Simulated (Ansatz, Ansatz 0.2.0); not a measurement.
# Lattice constant of fcc silver: PBEsol within 1 % of experiment, PBE too large

## The question

The reference is the cubic lattice parameter of bulk silver at room temperature, 4.085 Å, quoted as an experimental value in "Dramatic differences in carbon dioxide adsorption and initial steps of reduction between silver and copper" (2019, PubMed Central 6478877). That work followed carbon dioxide on silver surfaces by ambient pressure X-ray photoelectron spectroscopy and interpreted the spectra with density functional calculations. The lattice parameter enters there as a literature value for the computations, not as a result of the spectroscopy. Two further values stand beside it: one from powder diffraction on a commercial silver powder, the other again a quoted literature constant and therefore not an independent determination. The three lie within 0.002 Å of one another, a spread that does not by itself establish the full experimental uncertainty.

| compared with | measured | in the source | T (K) | method |
| --- | --- | --- | --- | --- |
| lattice constant a of the conventional cell (Å) | 4.085 | cubic lattice parameter, quoted experimental value | room temperature | method not stated * |
| lattice constant a of the conventional cell (Å) | 4.084 | 0.4084 nm | – | powder XRD |
| lattice constant a of the conventional cell (Å) | 4.086 | cubic lattice constant | – | method not stated |

Where a quantity has several values, deviations refer to the one marked *.

Conditions are those given with the value in the passage it was taken from; "not stated" means there, and the paper may say more elsewhere.

## How to go about it

The aim is to reproduce the lattice constant of bulk silver by relaxing the one-atom primitive cell. The space group is kept, so the volume is the only structural freedom.

Success is set at agreement within 1 %, about 0.04 Å. This is narrow enough to distinguish between common density functionals, whose errors for the lattice constants of heavy transition and noble metals can reach one to two per cent. It is also wider than the combined effect of thermal expansion and zero-point motion, roughly a few tenths of a per cent, which the static calculation omits. Both effects enlarge the real crystal, so a static result should lie slightly below the room-temperature value.

PBEsol is chosen as the main level because its gradient correction was designed for the equilibrium properties of densely packed solids. LDA costs about as much but usually overbinds, while PBE tends to make the heavier metals too large. The PBEsol relaxation comes first, followed by tests of its plane-wave cutoff and k mesh, and then by a neighbouring functional for scale.

System: Ag (silver), fcc; Fm-3m (No. 225), 1 atom in the primitive cell; the database structure is a diffraction structure: a = 4.085 Å.

## 1. PBEsol relaxation of the primitive cell

The first calculation relaxes the cell with PBEsol on a 14×14×14 mesh, a reasonable density for a metal with one atom per cell. A lattice constant somewhat below the measured one is expected, with a deviation of less than one per cent.

**Run 1.** Ansatz 0.2.0: PBEsol, cell and atoms relaxed from the database structure, cutoff 420 eV (default), 14x14x14 k mesh, Gaussian smearing 0.1 eV.

Key lines of the input:
```
crystal:
  # lattice and atoms
kpoints:
  mp_grid: { grid: [14, 14, 14] }
hamiltonian:
  xc: pbesol
scf:
  occupations: { method: gaussian, width: 0.1 }
output:
  stress: true
relax:
  adjacent_minimum: "off"
  max_steps: 60
  cell: { stress_tol: 0.03 }
```

Command:
```
ansatz run input.yaml --threads 4 --pin off --max-ram 8192MiB --backend cpu --events-out ev --progress --plain --runs-dir out
```

Selected lines of the output:
```
Basis set: ecut = 420 eV, 331 PW (Γ) [...]
k-points: 104 of 2744
relax step   1: F+E_penalty+E_count = -7522.24465350 eV  [...]  P = -2.649 GPa  Ω = 17.048 Å³  (6 SCF iters, dr2 threshold 1.00e-7 eV, accepted)
relax step   2: F+E_penalty+E_count = -7522.24569861 eV  [...]  P = +2.553 GPa  Ω = 16.312 Å³
[...]
relax step   4: F+E_penalty+E_count = -7522.24819309 eV  [...]  P = -0.003 GPa  Ω = 16.645 Å³
relax step   5: F+E_penalty+E_count = -7522.24807147 eV  [...]  P = +0.005 GPa  Ω = 16.645 Å³
--- Relaxed structure (4 steps of the walk, 4 accepted, 1 SCFs on fresh bases) ---
  cell:  # Å, volume = 16.6451 Å³
    - [2.9457619492409013e-34, 2.0265263522611274, 2.0265263522611274]
    - [2.0265263522611274, 4.092220671196131e-34, 2.0265263522611274]
    - [2.0265263522611274, 2.0265263522611274, 1.6559959106910668e-34]
```

Converged; 1.5 s on 4 cores of Intel Xeon 6975P-C (Granite Rapids), shared host.

| quantity | run 1 | measured | deviation |
| --- | --- | --- | --- |
| lattice constant a of the conventional cell (Å) | 4.053 | 4.085 | −0.032 (−0.8 %) |
| volume of the conventional cell (Å³) | 66.58 |  |  |

The cell contracts from its starting volume, where the calculated pressure is negative, and settles at a lattice constant of 4.053 Å. This is 0.8 % below the reference, with the sign anticipated for a static calculation. The result meets the target, but only about 0.01 Å separates it from the lower limit. The numerical settings therefore have to be shown to matter less than that. The final step on a fresh basis leaves a residual pressure of only 0.005 GPa, so incomplete relaxation is not the source of the deviation.

## 2. Higher cutoff and denser k mesh

The cutoff is raised to 590 eV and, separately, the mesh is refined to 20×20×20, each with the other setting unchanged. The two relaxations test different errors: an incomplete plane-wave basis distorts the stress, while a coarse mesh samples the Fermi surface poorly. Both changes are expected to be a few thousandths of an ångström at most.

**Run 2.** Ansatz 0.2.0: PBEsol, cell and atoms relaxed from the database structure, cutoff 590 eV, 14x14x14 k mesh, Gaussian smearing 0.1 eV.

Key lines of the input, as changed from run 1:
```diff
+ basis:
+   ecutwfc: 590.0
```

Selected lines of the output:
```
relax step   4: F+E_penalty+E_count = -7522.24929064 eV  [...]  P = -0.003 GPa  Ω = 16.645 Å³
relax step   5: F+E_penalty+E_count = -7522.24927219 eV  [...]  P = -0.001 GPa  Ω = 16.645 Å³
  cell:  # Å, volume = 16.6449 Å³
```

Converged; 3 s on 4 cores of Arm Neoverse V2, shared host.

**Run 3.** Ansatz 0.2.0: PBEsol, cell and atoms relaxed from the database structure, cutoff 420 eV (default), 20x20x20 k mesh, Gaussian smearing 0.1 eV.

Key lines of the input, as changed from run 1:
```diff
  kpoints:
-   mp_grid: { grid: [14, 14, 14] }
+   mp_grid: { grid: [20, 20, 20] }
```

Selected lines of the output:
```
relax step   4: F+E_penalty+E_count = -7522.25059517 eV  [...]  P = -0.002 GPa  Ω = 16.661 Å³
relax step   5: F+E_penalty+E_count = -7522.25048162 eV  [...]  P = +0.004 GPa  Ω = 16.661 Å³
  cell:  # Å, volume = 16.6614 Å³
```

Converged; 4.3 s, same machine.

| quantity | run 2 | run 3 | measured |
| --- | --- | --- | --- |
| lattice constant a of the conventional cell (Å) | 4.053 | 4.054 | 4.085 |
| volume of the conventional cell (Å³) | 66.58 | 66.65 |  |

Raising the cutoff leaves the relaxed volume unchanged to within 0.001 Å³ per atom. The denser mesh has the larger effect, increasing that volume from 16.645 to 16.661 Å³ and the lattice constant by about 0.001 Å. This is roughly a tenth of the margin to the lower limit of the target, so neither setting endangers the agreement or accounts for the 0.8 % deviation. The value from the denser mesh, 4.054 Å, is taken as the PBEsol result.

## 3. Other pseudopotentials and PBE for scale

The treatment of the silver core is still untested, and an error there would survive any refinement of cutoff or mesh. The PBEsol relaxation is therefore repeated with PseudoDojo norm-conserving pseudopotentials at their higher default cutoff; a shift of no more than a few thousandths of an ångström is expected. A PBE relaxation with the original settings supplies the neighbouring level. It should give a larger cell than PBEsol, probably more than one per cent above the measured lattice constant.

**Run 4.** Ansatz 0.2.0: PBEsol, PseudoDojo norm-conserving pseudopotentials, cell and atoms relaxed from the database structure, cutoff 1116 eV (default), 14x14x14 k mesh, Gaussian smearing 0.1 eV.

Key lines of the input, as changed from run 1:
```diff
  hamiltonian:
+   pseudopotentials: { kind: nc, accuracy: standard }
```

Selected lines of the output:
```
  cell:  # Å, volume = 16.6458 Å³
```

Converged; 10 s, same machine.

**Run 5.** Ansatz 0.2.0: PBE, cell and atoms relaxed from the database structure, cutoff 420 eV (default), 14x14x14 k mesh, Gaussian smearing 0.1 eV.

Key lines of the input, as changed from run 1:
```diff
  hamiltonian:
-   xc: pbesol
+   xc: pbe
```

Selected lines of the output:
```
  cell:  # Å, volume = 17.8423 Å³
```

Converged; 1.8 s on 4 cores of Intel Xeon 6975P-C (Granite Rapids), shared host.

| quantity | run 4 | run 5 | measured |
| --- | --- | --- | --- |
| lattice constant a of the conventional cell (Å) | 4.053 | 4.148 | 4.085 |
| volume of the conventional cell (Å³) | 66.58 | 71.37 |  |

Replacing the pseudopotentials changes the relaxed volume by less than 0.001 Å³ per atom, much less than the denser k mesh did. The PBEsol lattice constant therefore does not hinge on which of the two descriptions of the silver core is used, and the shortfall against the measured value is not explained by that choice.

PBE gives 4.148 Å, which is 0.063 Å or 1.5 % above the reference and outside the target. At the same mesh and cutoff it lies 0.095 Å above PBEsol, so the two functionals bracket the measured value, with PBEsol about twice as close. The change of functional moves the lattice constant far more than any of the numerical settings tested for PBEsol.

## The runs side by side

| run | settings | lattice constant a of the conventional cell (Å) | deviation | cost |
| --- | --- | --- | --- | --- |
| 1 | PBEsol, cutoff 420 eV (default), 14x14x14 k mesh | 4.053 | −0.032 (−0.8 %) | under 1 core-min |
| 2 | PBEsol, cutoff 590 eV | 4.053 | −0.032 (−0.8 %) | under 1 core-min |
| 3 | PBEsol, 20x20x20 mesh | 4.054 | −0.031 (−0.7 %) | under 1 core-min |
| 4 | PBEsol, PseudoDojo, cutoff 1116 eV | 4.053 | −0.032 (−0.8 %) | under 1 core-min |
| 5 | PBE, cutoff 420 eV (default), 14x14x14 k mesh | 4.148 | +0.063 (+1.5 %) | under 1 core-min |
|  | measured | 4.085 |  |  |

## What the runs support

PBEsol meets the 1 % target. With the denser k mesh it gives a lattice constant of 4.054 Å, 0.7 % below the measured 4.085 Å, at a cost of less than one core-minute.

The mesh test mattered most among the numerical checks, although it moved the result by only about 0.001 Å. Raising the cutoff and changing the pseudopotentials had still smaller effects, but they made two possible causes of the shortfall unlikely. PBE, at 1.5 % above the reference, misses the target and shows that the choice of functional decides the outcome here.

The PBEsol agreement does not depend on the missing lattice vibrations cancelling an error of the functional. The calculation describes a static crystal at 0 K, whereas zero-point motion and thermal expansion enlarge the measured one. Including them should lengthen the calculated constant by roughly a few tenths of a per cent, bringing PBEsol closer to experiment and taking PBE further away. They plausibly explain more than half of the PBEsol shortfall. The smaller remainder probably reflects a slight overbinding of silver by PBEsol. This division is argued from theory, since the vibrational contribution was not calculated.

The exact error of the functional was therefore not determined here, nor was the influence of the smearing width, which was not varied. The scatter of the quoted measurements, 0.002 Å, is too small to change the verdict.

[Logs are printed without paths, hosts, clocks, repeated set-up lines and the standing remarks that a program may print on its own settings, such as how far it seeks lower states.]

[The runs shown are a pick from a larger set of finished runs; failed, doubtful and other runs were left out of it ahead of writing. So were measured values far from every level or from commonly accepted values, and agreement can look better than it is. Lines of input and output are excerpts and may be shortened.]
